**Question**

These are Hartree–Fock scattering factors for singly charged 3d and 4d ions.

Singly charged 3d and 4d ions, computed with the B-spline radial atomic code version 1: all-electron non-relativistic Hartree-Fock averaged over the configuration, point nucleus, radial basis-set limit. f(s) is the coherent X-ray scattering factor of the spherical density at s = sin θ/λ, and Σ<r²> is summed over all electrons.

```
species   Z  electrons  configuration  f(0.7 Å⁻¹) (electrons)  f(2.0 Å⁻¹) (electrons)  f(4.0 Å⁻¹) (electrons)  Σ<r²> (bohr²)
    Ti+  22         21   [Ar] 3d2 4s1                   7.217                   2.265                   1.032          29.66
    Cr+  24         23       [Ar] 3d5                   7.758                   2.690                   1.115          21.58
    Mn+  25         24   [Ar] 3d5 4s1                   8.099                   2.921                   1.155          26.66
    Co+  27         26       [Ar] 3d8                   8.855                   3.365                   1.238          19.67
    Ni+  28         27       [Ar] 3d9                   9.307                   3.582                   1.283          19.09
    Cu+  29         28      [Ar] 3d10                   9.803                   3.791                   1.331          18.53
    Zr+  40         39   [Kr] 4d2 5s1                  16.693                   5.460                   2.228          46.59
    Mo+  42         41       [Kr] 4d5                  17.637                   5.698                   2.453          38.48
    Tc+  43         42   [Kr] 4d5 5s1                  18.043                   5.828                   2.569          44.06
    Ru+  44         43       [Kr] 4d7                  18.442                   5.971                   2.684          36.84
    Pd+  46         45       [Kr] 4d9                  19.161                   6.297                   2.915          35.14
    Cd+  48         47  [Kr] 4d10 5s1                  19.853                   6.691                   3.141          39.19
```

Dividing $f(0.7\ \text{Å}^{-1})$ by the number of electrons gives 0.337 to 0.350 for the 3d ions and 0.422 to 0.430 for the 4d ions. So is $f$ simply proportional to the electron count, with each added d electron bringing its share? Or is it the shrinking size of the ion, given by $\Sigma\langle r^2\rangle$? Neither idea tells me why $f(2.0\ \text{Å}^{-1})$ rises by 67% from Ti⁺ to Cu⁺ while the electron count goes only from 21 to 28.

**Answer**

Two limits bear on any use of these numbers. They are non-relativistic, leave out electron correlation and carry no anomalous-dispersion terms. Relativity contracts the 1s and 2s shells, and $(Z\alpha)^2$ is about 0.1 for the 4d ions, so the 4d values at large $s$ describe this level of theory and may differ from nature by more than the model errors below. Also, the electron count $N$ equals $Z-1$ in every row, so no fit against $N$ or $Z$ alone can tell electrons from protons.

For a spherical density $\rho$,

$$f(q)=\int 4\pi r^2\rho(r)\,\frac{\sin qr}{qr}\,dr,\qquad q=4\pi s ,$$

and the three columns have $q=4.65$, 13.30 and 26.60 bohr⁻¹. As $q\to0$ the factor $\sin qr/qr$ is 1 and $f=N$, so counting electrons is exact there. The next term gives $f\approx N-q^2\Sigma\langle r^2\rangle/6$, with $\Sigma\langle r^2\rangle$ the sum of $\langle r^2\rangle$ over all electrons, so size is the first correction. As $q\to\infty$ only the cusp at the nucleus survives; a hydrogenic 1s pair gives $32Z^4/q^4$, which knows $Z$ and not $N$. In between, a shell scatters while $q\langle r\rangle$ is about 1 or less and largely cancels itself once $q\langle r\rangle$ is well past $\pi$, the first zero of $\sin qr/qr$. Each explanation owns one regime, and the matter is where these columns lie. The program output printed after this answer gives the fits.

Overall size fails clearly. Further output of the same calculation holds the full curves of Mn⁺ and Ru⁺. For Mn⁺ the two-term expansion lies below $f$ by 0.02 electrons at $s=0.05$, 0.28 at 0.10 and 2.92 at 0.20 Å⁻¹; Ru⁺ behaves alike. At 0.7 Å⁻¹ it gives between −129 and −39 electrons. A looser claim, that $f$ merely follows $\Sigma\langle r^2\rangle$, can be tested with the configurations. Within each series every $s^1$ ion has a larger $\Sigma\langle r^2\rangle$ than every pure $d^n$ ion. Interpolating through the $d^n$ ions to $Z=25$ and $Z=43$ shows what moving one electron from d to s does: $\Sigma\langle r^2\rangle$ rises by 5.75 bohr² for Mn⁺ and 6.39 bohr² for Tc⁺. The expansion would turn the first into $4.65^2\times5.75/6\approx21$ electrons lost at 0.7 Å⁻¹. The table shows +0.018. The squared correlation of $f$ with $\Sigma\langle r^2\rangle$, 0.72 to 0.75 for 3d and 0.35 to 0.45 for 4d, reflects a shared drift with $Z$.

Counting electrons is the tempting one. With $f=cN$ and one fitted $c$ for each column and series, the worst error relative to the table is 1.2 to 2.3% in four of the six cases. In the other two it is 13.5% (3d at 2.0 Å⁻¹) and 8.0% (4d at 4.0 Å⁻¹), where $d\ln f/d\ln N$ is 1.80 and 1.84 instead of 1. Nor is $c$ shared between the series: $f/N$ at 0.7 Å⁻¹ goes from 0.350 for Cu⁺ to 0.428 for Zr⁺.

The d-to-s swap leaves $N$ unchanged, so it does not touch the formula $f=cN$, but it bears on the picture behind it. At 0.7 Å⁻¹ $f$ climbs 0.370 electrons per step in the 3d series and 0.391 in the 4d series. The 4s orbital of Mn⁺ has $\langle r\rangle=2.97$ bohr in the further output, so $q\langle r\rangle\approx14$ and it should scatter next to nothing. If the added d electron carried the step, promoting it to s would cost most of 0.37. For Mn⁺ the shift is +0.018, or +0.019 with a lower-order interpolation, against a rounding floor of 0.003: small, real and of the opposite sign. For Tc⁺ it is −0.007 or +0.011 depending on the interpolation, so even its sign is open. At 2.0 and 4.0 Å⁻¹ the higher-order shifts are 0.004 or less, near the floor. At 2.0 Å⁻¹ the lower order changes them to +0.001 for Mn⁺ and −0.011 for Tc⁺, so they deserve no cause. The swap shows only a net effect: removing a d electron unscreens the remaining shells, which contract and may repay part of the loss. These open-shell rows are also configuration averages, not the ground terms.

The third explanation puts the rise on the added proton. Suppose the shells that still scatter keep their electrons and their shape and shrink as $1/(Z-\sigma)$, with $\sigma$ a screening constant. Relative to a reference ion, $\rho(r)=\lambda^3\rho_{\rm ref}(\lambda r)$ with $\lambda=(Z-\sigma)/(Z_{\rm ref}-\sigma)$. Substituting $u=\lambda r$ in the integral gives

$$f(s;Z)=f_{\rm ref}(s/\lambda),\qquad \frac{d\ln f}{d\ln Z}=-\frac{d\ln f}{d\ln s}\,\frac{Z}{Z-\sigma}.$$

Raising $Z$ slides the ion back along one curve toward smaller $s$, so $f$ gains fastest where the curve falls most steeply. The $Z^4/q^4$ limit obeys this with slope 4.

Take Cu⁺ at 2.0 Å⁻¹ with Mn⁺ as reference and the fitted $\sigma=3.2$. Then $s/\lambda=2.0\times21.8/25.8=1.69$ Å⁻¹. The Mn⁺ curve has 4.099 at 1.6 and 3.461 at 1.8 Å⁻¹. On logarithmic axes 1.69 lies $\ln(1.69/1.6)/\ln(1.8/1.6)=0.465$ of the way, so $f=4.099\,(3.461/4.099)^{0.465}=3.79$. The table has 3.791; a spline in place of the straight segment lands 0.27% above it. Counting gives $0.1224\times28=3.43$. Cu⁺ was one of the rows to which both $\sigma$ and $c$ were fitted. Mn⁺ and Ru⁺ are reproduced by construction and test nothing.

With no fitted constant ($\sigma=0$) the model already picks out the two steep cases, though it does not order the four shallow ones: in the 3d series it puts 0.7 Å⁻¹ below 4.0 Å⁻¹, and the table has the reverse. The quantity $-d\ln f/d\ln s$ of the references, at 0.7, 2.0 and 4.0 Å⁻¹, is 0.79, 1.67, 0.87 for Mn⁺ and 0.65, 0.96, 1.71 for Ru⁺, and the table's $d\ln f/d\ln Z$ is 1.11, 1.87, 0.91 and 0.94, 1.11, 1.89. The two steep cases are the two where counting fails, and there the worst errors are 3.8% and 2.0%. In three other cases, both 0.7 Å⁻¹ columns and 4d at 2.0 Å⁻¹, $\sigma=0$ does worse than the fitted $cN$. With one fitted $\sigma$ per case the worst errors relative to the table are 2.25, 0.31 and 0.41% for 3d and 0.25, 1.05 and 0.03% for 4d. The last depends on the interpolation: the reference points are sparse above 2 Å⁻¹, and another interpolant gives 0.31%. The model draws on a whole computed curve, which $cN$ does not, so equal numbers of fitted constants do not make it an even match.

Which shell is doing the sliding is inferred, not computed. Both steep cases have nearly the same $q\langle r\rangle$ for the 2p orbital: $13.30\times0.248=3.3$ for Mn⁺ and $26.60\times0.129=3.4$ for Ru⁺. That is the edge at which the eight $n=2$ electrons drop out. The fitted $\sigma$ values agree roughly when set beside $Z-n^2\langle 1/r\rangle$ from the further output, which is 0.5 for 1s, 4.0 to 4.7 for $n=2$, and 12.7 to 15.2 for $n=3$ in Ru⁺. The 4d fits give 13.4 at 0.7 Å⁻¹, 6.0 at 2.0 and 4.4 (5.1 with the other interpolant) at 4.0. The 3d fit at 2.0 gives 3.2, below the 4.0 to 4.3 of the $n=2$ shell of Mn⁺, and the 3d fit at 4.0 gives 0.7 or −0.2, which means only "near zero". A single $\sigma$ averages over shells, and the 4d case at 2.0 Å⁻¹, whose value falls between two shells, has the model about 1% low at both Zr⁺ and Cd⁺.

At 4.0 Å⁻¹ there is a separate check with nothing fitted to the table: a hydrogenic 1s pair, $2/[1+(q/2Z_{\rm eff})^2]^2$, with $Z_{\rm eff}$ from $\langle1/r\rangle$ of the reference and raised by one per proton. From Ti⁺ to Cu⁺ it rises by 0.302 electrons where the table rises by 0.299, and it lies 0.015 to 0.039 above the table in each 3d row. Whether that excess is a negative lobe of outer shells or a fault of the hydrogenic shape is undecided. A slope of 0.88 against $N$, which looks like counting, is thus matched by two electrons whose number never changes. From Zr⁺ to Cd⁺ the pair supplies only 0.106 of the rise of 0.913, and the remainder grows from 0.615 to 1.421, as a contracting $n=2$ shell requires. For a neighbouring ion a guess follows, for the $n=2$ shell only: where its $q\langle r\rangle$ is near 3, $f$ grows almost as $Z^2$. In the columns away from that edge the growth is nearer to $Z$ and mimics the electron count. The rule does not carry over unchanged to an outer shell, because more inner electrons go on scattering and dilute the edge. The 3s and 3p shells of Mn⁺ have $q\langle r\rangle$ near 3 at about 0.5 Å⁻¹, yet from 0.5 to 0.6 Å⁻¹ the curve falls only from 10.80 to 9.20, a logarithmic slope of 0.88 against 1.67 at the $n=2$ edge.

One case stays undecided. For 3d at 0.7 Å⁻¹ contraction (2.25%) does no better than counting (2.3%), its $\sigma$ of 7.7 matches no shell of Mn⁺, and the model is low at both ends, by 2.25% at Ti⁺ and 1.62% at Cu⁺. The steps grow along the row, from $(7.758-7.217)/2=0.27$ per unit of $Z$ at the start to $9.803-9.307=0.50$ at the end. The 3d orbital of Mn⁺ has $q\langle r\rangle=4.65\times1.14=5.3$, not far past the first zero, and it contracts toward Cu⁺ while filling to ten electrons, which a curve with a fixed d count cannot follow. It is a fair guess that the d shell has begun to scatter by Ni⁺ and Cu⁺. How much of that last 0.50 belongs to the 3d electrons, and how much to the contracting 3s, 3p and $n=2$ shells, would take a shell-by-shell split of $f$.

Printed output of the fit:

```
rounding floor: f 0.0005 e (0.048% of smallest f), r2 0.005 bohr^2
q [1/bohr] at s=0.7,2,4: 4.65 13.30 26.60
== 3d series, reference Mn+; sigma=Z-n^2<1/r>: 1s 0.5 2s 4.0 2p 4.3 3s 10.4 3p 11.5 3d 14.6
 B small-s expansion minus f [e]: s=0.05 -0.02 s=0.10 -0.28 s=0.15 -1.16 s=0.20 -2.92
 s=0.7 df/dZ 0.370 e; dlnf/dlnN 1.07; dlnf/dlnZ 1.11; ref -dlnf/dlns 0.79; rise 35.8%
   A c 0.3422 max 2.3% | B R2(f,r2) 0.72 | C sig=0 max 6.6%; sig 7.7 max 2.25% (pchip 7.8, 2.32%)
 s=2.0 df/dZ 0.219 e; dlnf/dlnN 1.80; dlnf/dlnZ 1.87; ref -dlnf/dlns 1.67; rise 67.4%
   A c 0.1224 max 13.5% | B R2(f,r2) 0.75 | C sig=0 max 3.8%; sig 3.2 max 0.31% (pchip 3.2, 0.35%)
 s=4.0 df/dZ 0.042 e; dlnf/dlnN 0.88; dlnf/dlnZ 0.91; ref -dlnf/dlns 0.87; rise 29.0%
   A c 0.0481 max 2.2% | B R2(f,r2) 0.75 | C sig=0 max 0.7%; sig 0.7 max 0.41% (pchip -0.2, 0.33%)
 swap Mn+ minus d^n interpolation: f +0.018 +0.004 +0.000 e (floor 0.0030), r2 +5.75 bohr^2
   same, one polynomial degree lower: f +0.019 +0.001 +0.001 e
== 4d series, reference Ru+; sigma=Z-n^2<1/r>: 1s 0.5 2s 4.5 2p 4.7 3s 12.7 3p 13.6 3d 15.2 4d 30.7
 B small-s expansion minus f [e]: s=0.05 -0.02 s=0.10 -0.24 s=0.15 -1.10 s=0.20 -3.02
 s=0.7 df/dZ 0.391 e; dlnf/dlnN 0.92; dlnf/dlnZ 0.94; ref -dlnf/dlns 0.65; rise 18.9%
   A c 0.4274 max 1.2% | B R2(f,r2) 0.45 | C sig=0 max 3.6%; sig 13.4 max 0.25% (pchip 13.4, 0.24%)
 s=2.0 df/dZ 0.154 e; dlnf/dlnN 1.09; dlnf/dlnZ 1.11; ref -dlnf/dlns 0.96; rise 22.5%
   A c 0.1398 max 1.8% | B R2(f,r2) 0.35 | C sig=0 max 2.5%; sig 6.0 max 1.05% (pchip 6.3, 0.96%)
 s=4.0 df/dZ 0.114 e; dlnf/dlnN 1.84; dlnf/dlnZ 1.89; ref -dlnf/dlns 1.71; rise 41.0%
   A c 0.0617 max 8.0% | B R2(f,r2) 0.41 | C sig=0 max 2.0%; sig 4.4 max 0.03% (pchip 5.1, 0.31%)
 swap Tc+ minus d^n interpolation: f -0.007 +0.000 +0.000 e (floor 0.0011), r2 +6.39 bohr^2
   same, one polynomial degree lower: f +0.011 -0.011 +0.000 e
B expansion at s=0.7: from -129 to -39 e
ion  f/N(0.7,2,4) | C resid % (0.7,2,4) | 1s pair at s=4 [e], f(4)-1s pair [e]
Ti+  0.3437 0.1079 0.0491 | -2.25 +0.26 -0.41 | 1.047 -0.015
Cr+  0.3373 0.1170 0.0485 | -0.26 +0.31 -0.13 | 1.148 -0.033
Mn+  0.3375 0.1217 0.0481 | +0.00 +0.00 +0.00 | 1.194 -0.039
Co+  0.3406 0.1294 0.0476 | +0.02 +0.09 +0.04 | 1.277 -0.039
Ni+  0.3447 0.1327 0.0475 | -0.63 +0.15 -0.10 | 1.315 -0.032
Cu+  0.3501 0.1354 0.0475 | -1.62 +0.27 -0.33 | 1.349 -0.018
Zr+  0.4280 0.1400 0.0571 | +0.24 -1.03 -0.02 | 1.613 +0.615
Mo+  0.4302 0.1390 0.0598 | -0.05 -0.31 +0.02 | 1.645 +0.808
Tc+  0.4296 0.1388 0.0612 | +0.01 -0.08 -0.02 | 1.659 +0.910
Ru+  0.4289 0.1389 0.0624 | +0.00 +0.00 +0.00 | 1.672 +1.012
Pd+  0.4258 0.1399 0.0648 | +0.18 -0.21 -0.02 | 1.697 +1.218
Cd+  0.4224 0.1424 0.0668 | +0.25 -1.05 +0.03 | 1.720 +1.421
3d rise first->last at s=4: table 0.299 e, 1s pair 0.302 e
4d rise first->last at s=4: table 0.913 e, 1s pair 0.106 e
```
